## Coulomb control of an ion–ion rate constant: the double-sphere law

Two ions that react in a liquid must first be brought together, and the Coulomb work of doing so is part of the activation free energy. In the simplest model, associated with Scatchard (1932), this work makes $\ln k$ a straight line in $1/\varepsilon$, where $\varepsilon$ is the static relative permittivity of the solvent. The electrostatics is that of an ionised donor–acceptor pair in silicon. The difference is that the permittivity of water falls steeply with temperature, so the Coulomb term appears mainly in the prefactor of an Arrhenius plot and enters the slope with reversed sign.

### Conventions

The reaction is $\mathrm{A}^{z_A}+\mathrm{B}^{z_B}\to$ products with rate per volume $k\,c_Ac_B$. The $z_i$ are signed charge numbers and $e>0$ is the elementary charge. Energies are per reacting pair, in eV or meV, and entropies are in meV/K or units of $k_B$. Multiplication by Avogadro's number $N_A$ gives molar values: 1 eV is 96.5 kJ/mol, 1 meV/K is 96.5 J K$^{-1}$ mol$^{-1}$, and $k_B=0.0862$ meV/K. The standard state is the ideal dilute solution at $c^\circ=1$ mol/L, and 1 mmol/L is $6.02\times10^{17}$ cm$^{-3}$. Temperature derivatives are taken at constant pressure and solvent composition. The Coulomb constant is $e^2/4\pi\varepsilon_0=1.440$ eV nm.

### Premises

1. **Transition-state theory.** Configurations on the dividing surface between reactants and products are in equilibrium with the reactants, and the solvent is in equilibrium with the charges at every stage. The transmission coefficient $\eta\le1$, which accounts for recrossing, does not depend on solvent, temperature or pressure.
2. **Dielectric continuum.** The solvent is a linear, uniform, isotropic medium with permittivity $\varepsilon(T,p)$.
3. **Double sphere.** Each ion is a sphere of radius $r_i$ with charge $z_ie$ spread uniformly and rigidly over its surface, and its interior has the same $\varepsilon$ as the solvent. In the transition state the spheres keep their charges and radii, and their centres are a distance $d\ge r_A+r_B$ apart, with $d$ independent of solvent, temperature and pressure.
4. **Separability.** All other contributions to the activation free energy (bond stretching, short-range solvation, loss of translational freedom) sum to a term $\Delta G_0^\ddagger$ that is the same in all solvents compared.
5. **Zero ionic strength.** No other ions screen the pair.

### Step 1: the rate constant as a free energy

Let $s$ be the coordinate normal to the dividing surface, $p_s$ its momentum and $m$ its mass. Define $c_\ddagger$ as the concentration of transition states with this degree of freedom removed. Classical statistics assigns one state to each area $h$ of the $(s,p_s)$ plane, so the concentration of systems in $ds\,dp_s$ at the surface is $c_\ddagger e^{-p_s^2/2mk_BT}ds\,dp_s/h$. Systems with $p_s>0$ cross with velocity $p_s/m$, and the forward flux is

$$c_\ddagger\int_0^\infty\frac{p_s}{m}\,e^{-p_s^2/2mk_BT}\,\frac{dp_s}{h}=c_\ddagger\frac{k_BT}{h}.\tag{1}$$

By premise 1, $\mu_\ddagger=\mu_A+\mu_B$, with $\mu_i=\mu_i^\circ+k_BT\ln(\gamma_ic_i/c^\circ)$ and activity coefficients $\gamma_i\to1$ at infinite dilution. Solving for $c_\ddagger$, multiplying (1) by $\eta$ and dividing by $c_Ac_B$ gives

$$k=\eta\,\frac{k_BT}{hc^\circ}\,\frac{\gamma_A\gamma_B}{\gamma_\ddagger}\,e^{-\Delta G^\ddagger/k_BT},\qquad \Delta G^\ddagger=\mu_\ddagger^\circ-\mu_A^\circ-\mu_B^\circ.\tag{2}$$

Premise 5 sets all $\gamma_i=1$. What remains is the dependence of $\Delta G^\ddagger$ on $\varepsilon$.

### Step 2: potential of one sphere

For a sphere of charge $q$, Gauss's law gives the displacement $q/4\pi r^2$ outside it, and premise 2 gives the field $q/4\pi\varepsilon_0\varepsilon r^2$. Integrating inward from infinity,

$$\phi(r)=\int_r^\infty\frac{q\,dr'}{4\pi\varepsilon_0\varepsilon r'^2}=\frac{q}{4\pi\varepsilon_0\varepsilon r}.\tag{3}$$

Since $\varepsilon$ is uniform everywhere (premise 3), the potentials of two spheres add. The charge of A sits on a shell, so it feels the average over that shell of the potential from B. With $u$ the cosine of the angle from the line of centres and $r_A<d$,

$$\frac12\int_{-1}^{1}\frac{du}{\sqrt{r_A^2+d^2-2r_Adu}}=\frac{(d+r_A)-(d-r_A)}{2r_Ad}=\frac1d.\tag{4}$$

The shells therefore interact as point charges at their centres. The mean potentials on the two shells are $\phi_A=(q_A/r_A+q_B/d)/4\pi\varepsilon_0\varepsilon$ and $\phi_B=(q_B/r_B+q_A/d)/4\pi\varepsilon_0\varepsilon$.

### Step 3: charging work

Raise both charges together as $\lambda q_i$, with $\lambda$ going slowly from 0 to 1. By linearity the potentials are $\lambda\phi_i$, and the work is

$$W(d)=\int_0^1\lambda\,(q_A\phi_A+q_B\phi_B)\,d\lambda=\frac{1}{4\pi\varepsilon_0\varepsilon}\left[\frac{q_A^2}{2r_A}+\frac{q_B^2}{2r_B}+\frac{q_Aq_B}{d}\right].\tag{5}$$

The process is reversible, and the solvent exchanges heat with a bath at $T$ and volume with a reservoir at $p$. Reversible work other than expansion work at constant $T$ and $p$ equals the change of Gibbs energy. $W$ is thus a free energy and not a potential energy: the factor $1/\varepsilon$ already contains a thermal average over solvent orientations.

The first two terms are the Born self-energies. They are the same for the separated reactants, $W(\infty)$, and for the transition state, $W(d)$, because premise 3 conserves charges and radii. They cancel:

$$\Delta G_{es}^\ddagger=W(d)-W(\infty)=\frac{z_Az_Be^2}{4\pi\varepsilon_0\varepsilon d}.\tag{6}$$

### Step 4: the law

Insert $\Delta G^\ddagger=\Delta G_0^\ddagger+\Delta G_{es}^\ddagger$ into (2) and define $k_\infty=\eta(k_BT/hc^\circ)e^{-\Delta G_0^\ddagger/k_BT}$. Then

$$\boxed{\ln k=\ln k_\infty-\frac{z_Az_Be^2}{4\pi\varepsilon_0\varepsilon\,d\,k_BT}=\ln k_\infty-z_Az_B\frac{\ell_B}{d}}\tag{7}$$

where the Bjerrum length $\ell_B=e^2/4\pi\varepsilon_0\varepsilon k_BT$ is the distance at which two unit charges interact with $k_BT$. Device physics knows it as the Coulomb capture radius. At fixed temperature $\ln k$ is linear in $1/\varepsilon$ with slope $-z_Az_Be^2/4\pi\varepsilon_0dk_BT$. Lowering $\varepsilon$ slows a reaction of like charges and speeds one of opposite charges. The intercept $k_\infty$ belongs to a fictitious solvent with $1/\varepsilon=0$ and is reached only by extrapolation.

At 298.15 K, $k_BT=25.69$ meV and $e^2/4\pi\varepsilon_0k_BT=56.05$ nm. With the typical value $\varepsilon\approx78.4$ for water, $\ell_B=0.715$ nm. With the typical value 11.7 for silicon it is 4.8 nm.

### Step 5: entropy, enthalpy and volume of activation

In (6) only $\varepsilon$ depends on $T$ and $p$. From $S=-\partial G/\partial T$ and $\partial(1/\varepsilon)/\partial T=-(1/\varepsilon)\,\partial\ln\varepsilon/\partial T$,

$$\Delta S_{es}^\ddagger=\frac{z_Az_Be^2}{4\pi\varepsilon_0\varepsilon d}\,\frac{\partial\ln\varepsilon}{\partial T},\tag{8}$$

and the molar value is $N_A$ times this. From $H=G+TS$ and $V=\partial G/\partial p$,

$$\Delta H_{es}^\ddagger=\Delta G_{es}^\ddagger\left(1+T\frac{\partial\ln\varepsilon}{\partial T}\right),\qquad \Delta V_{es}^\ddagger=-\Delta G_{es}^\ddagger\frac{\partial\ln\varepsilon}{\partial p}.\tag{9}$$

To connect with an Arrhenius plot, differentiate (2) with $\gamma_i=1$, using $\partial(G/T)/\partial T=-H/T^2$. The activation energy is $E_a\equiv k_BT^2\,\partial\ln k/\partial T=\Delta H^\ddagger+k_BT$. The prefactor $A\equiv k\,e^{E_a/k_BT}$ is then $\eta(k_BT/hc^\circ)\exp(1+\Delta S^\ddagger/k_B)$. The charges therefore multiply $A$ by $\exp(\Delta S_{es}^\ddagger/k_B)$ and shift $E_a$ by $\Delta H_{es}^\ddagger$.

For water near 298 K take the approximate value $\partial\ln\varepsilon/\partial T\approx-4.6\times10^{-3}$ K$^{-1}$, so $T\,\partial\ln\varepsilon/\partial T=-1.37$. For the reference distance $d=200$ pm, $e^2/4\pi\varepsilon_0\varepsilon d=91.8$ meV, or 8.86 kJ/mol, and (8) gives

$$\Delta S_{es}^\ddagger=-0.42\,z_Az_B\ \text{meV/K}=-4.9\,z_Az_B\,k_B,$$

or $-41\,z_Az_B$ J K$^{-1}$ mol$^{-1}$, about $-40$ per unit of charge product. The value scales as $1/d$.

The sign has a direct meaning. A field orders the water dipoles. Like charges brought together form a more highly charged object with a stronger far field, which orders more water and lowers the entropy. Opposite charges partly cancel each other's field and release water. Because $T\,\partial\ln\varepsilon/\partial T<-1$, the bracket in (9) is negative, equal to $-0.37$. Attraction between the reactants thus raises $E_a$ slightly, and the prefactor more than makes up for it. In silicon the permittivity is electronic and $|T\,\partial\ln\varepsilon/\partial T|\ll1$, so the same Coulomb term behaves as a plain energy.

### Range of validity

**Ionic strength.** Mobile ions at densities $n_j$ that follow Boltzmann statistics turn Poisson's equation, linearised in $e\phi/k_BT$, into $\nabla^2\phi=\phi/L_D^2$, with $L_D^{-2}=\sum_jn_jz_j^2e^2/\varepsilon_0\varepsilon k_BT=8\pi\ell_Bn_I$. Here $n_I=\frac12\sum_jn_jz_j^2$ is the ionic strength $I$ as a number density and $L_D$ is the Debye length. For an ion small against $L_D$ the solution is $\phi=q\,e^{-r/L_D}/4\pi\varepsilon_0\varepsilon r$. Subtracting (3) and letting $r\to0$ gives the potential of the screening cloud at the ion, $-q/4\pi\varepsilon_0\varepsilon L_D$. Charging the ion against it supplies the factor $\frac12$ as in (5), so $\ln\gamma_i=-z_i^2\ell_B/2L_D$. For $d\ll L_D$ the transition state acts as one ion of charge number $z_A+z_B$, and $z_A^2+z_B^2-(z_A+z_B)^2=-2z_Az_B$. Equation (2) becomes

$$\ln k=\ln k_\infty-z_Az_B\frac{\ell_B}{d}\left(1-\frac{d}{L_D}\right).\tag{10}$$

This is (7) with $1/d$ replaced by the screened form $e^{-d/L_D}/d$ to first order. The added term, the Brønsted–Bjerrum salt effect, does not depend on $d$ and scales as $\varepsilon^{-3/2}I^{1/2}$ at fixed $T$, so it bends a plot against $1/\varepsilon$ unless $k$ is first extrapolated to $I=0$ in each solvent. In water $L_D=0.304\ \text{nm}/\sqrt{I}$ with $I$ in mol/L, and the term equals $1.02\,z_Az_B\sqrt I$ in $\log_{10}k$.

**Transport.** Premise 1 fails if reaction depletes close pairs faster than diffusion restores them. Let $n(r)$ be the density of B around one A, $D$ the sum of the two diffusion coefficients, $U=xd/r$ the Coulomb work in units of $k_BT$, and $x=z_Az_B\ell_B/d$. The steady inward drift–diffusion current is $J=4\pi r^2D(n'+nU')=4\pi r^2De^{-U}(ne^U)'$. Divide by $4\pi r^2De^{-U}$ and integrate from $d$ to infinity, using $\int_d^\infty e^{U}r^{-2}dr=(e^x-1)/xd$. This gives $n_\infty-n(d)e^x=J/k_D$ with $k_D=4\pi Dd\,x/(e^x-1)$. Without depletion $n(d)=n_\infty e^{-x}$, so (7) corresponds to the boundary condition $J=k_\infty n(d)$, with $k_\infty$ in volume per time per pair. Eliminating $n(d)$ and writing $J=k_{obs}n_\infty$,

$$\frac1{k_{obs}}=\frac1{k_\infty e^{-x}}+\frac1{k_D}.\tag{11}$$

Equation (7) holds for $k\ll k_D$. For strong attraction $k_D\to4\pi D|z_Az_B|\ell_B$. For unit charges the Einstein relation $D=\mu k_BT/e$, with $\mu$ here the summed mobility, turns this into the Langevin recombination coefficient $e\mu/\varepsilon_0\varepsilon$. In that limit, at fixed $D$, it is $k$ and not $\ln k$ that is linear in $1/\varepsilon$.

**Ions are cavities.** A real ion has an interior permittivity far below that of water and repels the field lines of its partner, as a void in a high-$\varepsilon$ film does. Take a point charge $q$ at distance $d$ from the centre of a cavity of radius $a$. For $r<d$ its potential is $(q/4\pi\varepsilon_0\varepsilon)\sum_lr^ld^{-l-1}P_l(u)$ with Legendre polynomials $P_l$. The cavity adds terms $B_lr^{-l-1}P_l(u)$ to the sum. When the interior permittivity is negligible against $\varepsilon$, continuity of the normal displacement requires $\partial\phi/\partial r=0$ at $r=a$, which gives $B_l=\frac{l}{l+1}a^{2l+1}d^{-l-1}$. The free energy is $\frac12q$ times the added potential at the charge ($r=d$, $u=1$). With $y=a^2/d^2$,

$$\Delta G_{cav}=\frac{q^2}{4\pi\varepsilon_0\varepsilon d}\,\frac{a}{2d}\,\Sigma(y),\qquad \Sigma(y)=\sum_{l\ge1}\frac{l\,y^l}{l+1}=\frac1{1-y}+\frac{\ln(1-y)}{y}.\tag{12}$$

Each ion contributes one such term through the cavity of the other; repeated scattering between the cavities is of higher order in $a/d$ and is left out. The term is always repulsive and proportional to $1/\varepsilon$, so the straight line survives and the meaning of its slope changes.

**Charge redistribution.** If the ions merge into one sphere of radius $r_\ddagger$, the self-energies in (5) no longer cancel, and

$$\Delta G_{es}^\ddagger=\frac{e^2}{8\pi\varepsilon_0\varepsilon}\left[\frac{(z_A+z_B)^2}{r_\ddagger}-\frac{z_A^2}{r_A}-\frac{z_B^2}{r_B}\right].\tag{13}$$

This single-sphere model is again linear in $1/\varepsilon$ and has the same form as (6) when all three radii are set equal to $d$. A straight plot therefore cannot select between the two geometries, and a $d$ taken from its slope is an effective length.

**Molecular solvent.** A water molecule is approximately 0.28 nm across, comparable with $d$, and a continuum cannot describe the first solvation shell. The permittivity is changed in practice by adding a cosolvent. Highly charged ions can then keep a water-rich shell, the bulk $\varepsilon$ misrepresents their surroundings, and premise 4 is weakened. At low $\varepsilon$, $\ell_B$ grows and the reactants pair with their counter-ions.

### Illustration: $[\mathrm{Co(NH_3)_5Br}]^{2+}+\mathrm{OH}^-$ in water

The net reaction is $[\mathrm{Co(NH_3)_5Br}]^{2+}+\mathrm{OH^-}\to[\mathrm{Co(NH_3)_5OH}]^{2+}+\mathrm{Br^-}$, first order in each reactant, with $z_Az_B=-2$. The inputs are $T=298.15$ K, the water parameters above, the approximate value $\partial\ln\varepsilon/\partial p\approx4.7\times10^{-10}$ Pa$^{-1}$, and approximate radii $r_A\approx0.35$ nm and $r_B\approx0.15$ nm, which give a contact distance $d=0.50$ nm. A third figure below is carried only to keep the arithmetic traceable.

The energy unit is $1.440\ \text{eV nm}/(78.4\times0.50\ \text{nm})=36.7$ meV, so $\Delta G_{es}^\ddagger=-73.5$ meV. From (7), $\ln(k/k_\infty)=2\times0.715/0.50=2.86$. From (8), $\Delta S_{es}^\ddagger/k_B=2.86\times1.37=3.92$. From (9), $\Delta H_{es}^\ddagger/k_BT=1.06$, and $3.92-1.06=2.86$ closes the balance. The slope against $1/\varepsilon$ is $2\times56.05/0.50=224$. Lowering $\varepsilon$ from 78.4 to 60 raises $1/\varepsilon$ by $3.91\times10^{-3}$ and $\ln k$ by 0.877. The table adds the reference distance of 0.20 nm, which is shorter than contact for these ions and shows the sensitivity to $d$.

| quantity | $d=0.50$ nm | $d=0.20$ nm |
|---|---|---|
| $\Delta G_{es}^\ddagger$ (meV) | $-73$ | $-184$ |
| $\Delta G_{es}^\ddagger$ (kJ/mol) | $-7.1$ | $-18$ |
| $k/k_\infty$ | 17 | $1.3\times10^3$ |
| $\Delta S_{es}^\ddagger$ (meV/K) | $+0.34$ | $+0.84$ |
| $\Delta S_{es}^\ddagger$ (J K$^{-1}$ mol$^{-1}$) | $+33$ | $+82$ |
| factor on $A$ | 50 | $1.8\times10^4$ |
| shift of $E_a$ (meV) | $+27$ | $+68$ |
| $\Delta V_{es}^\ddagger$ (cm$^3$/mol) | $+3.3$ | $+8.3$ |
| $\partial\ln k/\partial(1/\varepsilon)$ | 224 | 560 |
| $k(\varepsilon=60)/k(\varepsilon=78.4)$ | 2.4 | 9.0 |

The neglected terms can now be sized for $d=0.50$ nm.

*Screening.* At $I=1$ mmol/L, $L_D=9.6$ nm and $d/L_D=0.052$. Equation (10) changes $\ln k$ by $-0.149$, a factor 0.86. At 10 mmol/L, $d/L_D=0.16$, the change is $-0.47$ and the factor is 0.62; the omitted finite-size corrections to this shift are of relative order $d/L_D$. The slope of $\log_{10}k$ against $\sqrt I$ is $-2.04$.

*Transport.* With an approximate $D\approx6\times10^{-5}$ cm$^2$/s, dominated by hydroxide, and $x=-2.86$, the factor $x/(e^x-1)$ is 3.03 and $k_D=1.1\times10^{-10}$ cm$^3$/s, or $7\times10^{10}$ L mol$^{-1}$ s$^{-1}$. Take as input a rate constant of order 10 L mol$^{-1}$ s$^{-1}$, typical of this class of reaction. It lies far below $k_D$. With $\eta=1$ and $k_BT/h=6.21\times10^{12}$ s$^{-1}$, equation (2) gives $\Delta G^\ddagger=0.70$ eV, of which the Coulomb term is about one tenth in magnitude.

*Cavities.* Hydroxide next to the cavity of the complex has $y=0.49$ and $\Sigma=0.587$, which gives $1\times0.35\times0.587=0.205$ energy units. The complex next to the hydroxide cavity has $y=0.09$ and $\Sigma=0.0510$, which gives $4\times0.15\times0.0510=0.031$. The sum, 0.236 units or $+8.7$ meV, offsets 12% of the attraction and would read as an apparent $d$ of 0.57 nm.

*Mechanism.* This is the largest uncertainty. In the generally accepted conjugate-base mechanism, hydroxide does not displace bromide directly. It removes a proton from an ammine ligand in a fast equilibrium with constant $K$, giving $[\mathrm{Co(NH_3)_4(NH_2)Br}]^+$ and $\mathrm{H_2O}$, and this cation loses bromide with rate constant $k_1$. For $Kc_B\ll1$ the rate is $k_1Kc_Ac_B$. Equation (2) still applies, with the transition state of the second step plus one water molecule in place of $\ddagger$, since it is in equilibrium with the reactants. Its charge number is $+1=z_A+z_B$, so the salt term in (10) stands. The geometry, however, is closer to a single sphere. With $r_\ddagger\approx r_A$ the bracket in (13) is $-15.2$ nm$^{-1}$, which gives $\Delta G_{es}^\ddagger=-140$ meV and $\Delta S_{es}^\ddagger=+62$ J K$^{-1}$ mol$^{-1}$, about twice the contact double-sphere values and equivalent to $d=0.26$ nm in (6). The stretching Co–Br bond also separates charge inside the transition state, which neither model describes.

*Other entropy.* Equation (8) is one part of $\Delta S^\ddagger$. Changing the standard state of a second-order rate constant from 1 mol/L to unit mole fraction, with water at approximately 55.3 mol/L, shifts $\Delta S^\ddagger$ by $k_B\ln55.3=4.0\,k_B$, as much as the electrostatic part at contact. The loosening of bromide and the water formed from hydroxide add chemical contributions that the continuum does not supply. An Arrhenius prefactor alone therefore cannot fix $d$.

Within these limits the model gives the following for this reaction at 298 K and $I\to0$. The charge product $-2$ lowers the activation free energy by roughly 0.07 to 0.14 eV depending on the assumed geometry. The gain appears as a positive entropy of activation of roughly 30 to 60 J K$^{-1}$ mol$^{-1}$, partly offset by an increase of $E_a$ equal to 0.37 times the free-energy lowering. The signs and the $1/\varepsilon$ form follow from the premises for either geometry, while the magnitude is uncertain by about a factor of two.